At a strain of +2 %, this SnO₂ crystal pushes outwards along z with 1.21 GPa, although its length along z has not changed. Its volume has not changed either, yet the mean of the three normal stresses, which is the pressure, has risen to 0.50 GPa. The row looks like a mistake, but the row at −2 % shows the same two effects with the opposite sign. The cause must therefore be one that reverses when the shear reverses.

SnO₂ in a 12-atom cell (unstrained: P4_2/mnm, a = 4.760 Å, c = 3.201 Å) under the strain "shear ca" at fixed volume, with the atoms relaxed in each strained cell. The runs used Ansatz 0.2.0 with plane-wave PAW, scalar-relativistic r2SCAN without spin polarisation, a 500 eV cutoff, a Gamma-centred 6×6×6 k mesh and Gaussian smearing of 0.02 eV.

```
strain (%)  energy change (meV/atom)  stress xx (GPa)  stress yy (GPa)  stress zz (GPa)  stress yz (GPa)  stress xz (GPa)  stress xy (GPa)
        -2                       1.7            -2.20             2.22            -1.09             0.31             0.86             0.11
        -1                       0.4            -1.09             1.13            -0.53             0.16             0.42             0.05
         0                       0.0             0.05             0.04             0.04             0.00             0.00             0.00
         1                       0.4             1.22            -1.04             0.62            -0.17            -0.42            -0.03
         2                       1.8             2.41            -2.11             1.21            -0.35            -0.82            -0.05
```

Stresses xx, yy and zz act along the three axes and are positive where the crystal is compressed; yz, xz and xy are shear stresses. The strain is the distance by which one cell edge slides, divided by its height above the plane of the other two. The strained cells are triclinic.

## What is really being strained

The tempting explanation takes the name of the run, shear ca, at its word: rutile's short axis c is tilted towards a. Tilts to either side would then be mirror images, so the normal stresses could not change sign. In the table, stress xx runs from −2.20 to 2.41 GPa, and its largest value is more than twice the largest shear stress. That rules out the simple tilt.

The letters in fact name slanted edges of a doubled computational cell. In this cell x is the rutile c axis, while y and z are the two ⟨110⟩ directions, the diagonals of the square base. If planes with normal $n$ slide along a direction $d$ by a fraction $\gamma$ of their height, the strain is

$$\varepsilon_{ij}=\tfrac{\gamma}{2}\,(d_i n_j+d_j n_i).$$

The cell vectors give $d=(-0.56,\,0.59,\,0.59)$ and $n=(0.72,\,0.69,\,0)$. At $\gamma$ = 2 % the xx part is $-0.56\times0.72\times2\,\%$, a shortening of about 0.8 % along c. The yy part is an equal stretch along one ⟨110⟩ direction. The z axis lies within the sliding planes and keeps its length. Shear parts are present too, but the squeeze and the stretch account for about four fifths of the elastic work.

## Why an unstrained axis carries stress

With the strain known, the simplest model is an isotropic solid with one shear modulus. A value of 115 GPa, taken from the stresses of all rows, also reproduces the energies. That agreement cannot show the solid to be isotropic, because an energy curve along one path yields only one modulus, whatever the symmetry. The stresses do decide. An isotropic solid would have no stress along z, and its yz and xz stresses would be almost equal, whereas at +2 % the calculation gives −0.35 and −0.82 GPa.

The third explanation keeps the same strain but lets the crystal be tetragonal. Squeezing most solids along one axis makes them push outwards sideways, and stretching them makes them pull inwards. The z axis feels both effects at once: a push from the squeeze along c and a pull from the stretch along the other ⟨110⟩ direction. In an isotropic solid they cancel. In rutile the push wins, because c is coupled to z much more strongly than the two ⟨110⟩ directions are coupled to each other.

The same imbalance explains the pressure. Stresses xx and yy nearly cancel in the mean, so about nine tenths of the pressure change comes from zz. A cubic crystal put through the same deformation would show no pressure change in proportion to the shear, since symmetry makes its pressure depend, to first order, on volume alone. A pressure that changes in proportion to the shear at fixed volume is thus a sign of lower symmetry and need not mean a volume error.

## How large the effect is

Let $C_{13}$ be the coupling between c and any direction across it, and $C_\perp$ the coupling between the two ⟨110⟩ directions. With compression counted as positive,

$$\text{stress zz}=-(C_{13}\,\varepsilon_{xx}+C_\perp\,\varepsilon_{yy}),\qquad C_\perp=\tfrac12(C_{11}+C_{12})-C_{66}.$$

Rough recalled measured constants for SnO₂, in GPa, are $C_{11}\approx260$, $C_{12}\approx180$, $C_{66}\approx210$ and $C_{13}\approx160$. They give $C_\perp\approx220-210=10$ GPa, a difference so small that the rounding alone could double it or cancel it; either would change the result below by less than a tenth. At +2 % the stress along z should then be $(160-10)\times0.0081\approx1.2$ GPa, as the table has it. Neither this row nor any other was used to set the constants.

The tetragonal model misses the six stresses by 0.05 GPa (root mean square over all rows), against 0.41 GPa for the isotropic one. The smaller miss is about the size of the stress left in the unstrained cell, so little should be read into it. The xy stress is at most about twice that leftover and is a weak test by itself. Ansatz also warned that the self-consistency threshold was loose for stresses in the strained rows; stresses and energies still agree on the modulus of this shear, which supports the stresses that do work in it. Stress zz does none, because the length along z is fixed. Its support is that it grows nearly in proportion to the shear, changes sign with it and is far larger than the leftover. Constants rounded to two figures and measured on warm crystals do not test the r2SCAN functional closely. The printed output after this text sets both models beside each other.

The weak coupling goes with a strong contrast between two shears of the square base. One stretches one diagonal and shortens the other; its modulus $C_{66}$ comes out of these stresses as 205 GPa. The other stretches one a axis and shortens the other, and its modulus, $(C_{11}-C_{12})/2$, is only 41 GPa.

The structure suggests why. Every SnO₆ octahedron in rutile has two of its Sn–O bonds along a ⟨110⟩ direction, so the stiff shear has to change bond lengths. The soft one can be taken up largely by octahedra turning about c. This is an argument from structure: the atoms were relaxed in every strained row, and a test would need the same strains with the atoms held in place.

## What to do about it

Before giving a modulus from such a scan a name, work out the strain along the crystal's own axes. Here the energy curve gives 115 GPa, and anyone trusting the label would report that as $C_{44}$, the stiffness against tilting c. The xz stress, which isolates that tilt, gives 99 GPa, so the mistake would be about a sixth. A scan that truly tilted c towards a would give $C_{44}$ from its energy directly, with no normal stress in proportion to the strain.

The stress components are worth keeping, because they yield three separate shear moduli where the energy yields one blend. They still have a limit: with equal and opposite strains along x and y, stress zz fixes only the difference between $C_{13}$ and $C_\perp$, about 142 GPa. To separate the two couplings, add one run in which c alone is shortened and the base is held.

The analysis program printed:

```
Strain parts inside the shear in % (zz is zero):
  row       xx       yy       xz       yz        xy
   -2   0.8087  -0.8087  -0.4252  -0.4044  -0.04062
   -1   0.4044  -0.4044  -0.2126  -0.2022  -0.02031
    0        0        0        0        0         0
    1  -0.4044   0.4044   0.2126   0.2022   0.02031
    2  -0.8087   0.8087   0.4252   0.4044   0.04062
Energy from stresses in meV/atom and pressure in GPa:
  row  energy from stresses  energy in table  pressure
   -2                 1.722              1.7   -0.3567
   -1                0.4312              0.4   -0.1633
    0                     0                0   0.04333
    1                0.4385              0.4    0.2667
    2                  1.75              1.8    0.5033
Model stresses in GPa (isotropic zz is zero):
  row   iso xx   iso yy   iso xz   iso yz  tet xx  tet yy   tet zz   tet xz   tet yz    tet xy
   -2   -1.862    1.862   0.9789   0.9309  -2.345   2.184   -1.213   0.8504   0.3235   0.08125
   -1  -0.9309   0.9309   0.4894   0.4655  -1.173   1.092  -0.6066   0.4252   0.1617   0.04062
    0        0        0        0        0       0       0        0        0        0         0
    1   0.9309  -0.9309  -0.4894  -0.4655   1.173  -1.092   0.6066  -0.4252  -0.1617  -0.04062
    2    1.862   -1.862  -0.9789  -0.9309   2.345  -2.184    1.213  -0.8504  -0.3235  -0.08125
Modulus of this shear from the stresses in GPa: 115.1
Modulus of this shear from the energies in GPa: 115.4
Share of the work done by the xx and yy parts in %: 78.55
Size of xx stress slope over xz stress slope: 2.745
C44 from the xz stress in GPa: 98.78
Soft shear modulus (C11 - C12)/2 from the yz stress in GPa: 40.8
C66 from the yy and zz stresses in GPa: 205
C66 over the soft shear modulus: 5.024
C13 less the coupling between the two <110> axes in GPa: 142.2
Pressure change per 1 % of shear in GPa: 0.215
Share of the zz stress in the pressure change in %: 89.15
Rms miss of the isotropic model over all six stresses in GPa: 0.41
Rms miss of the tetragonal model over all six stresses in GPa: 0.0504
```
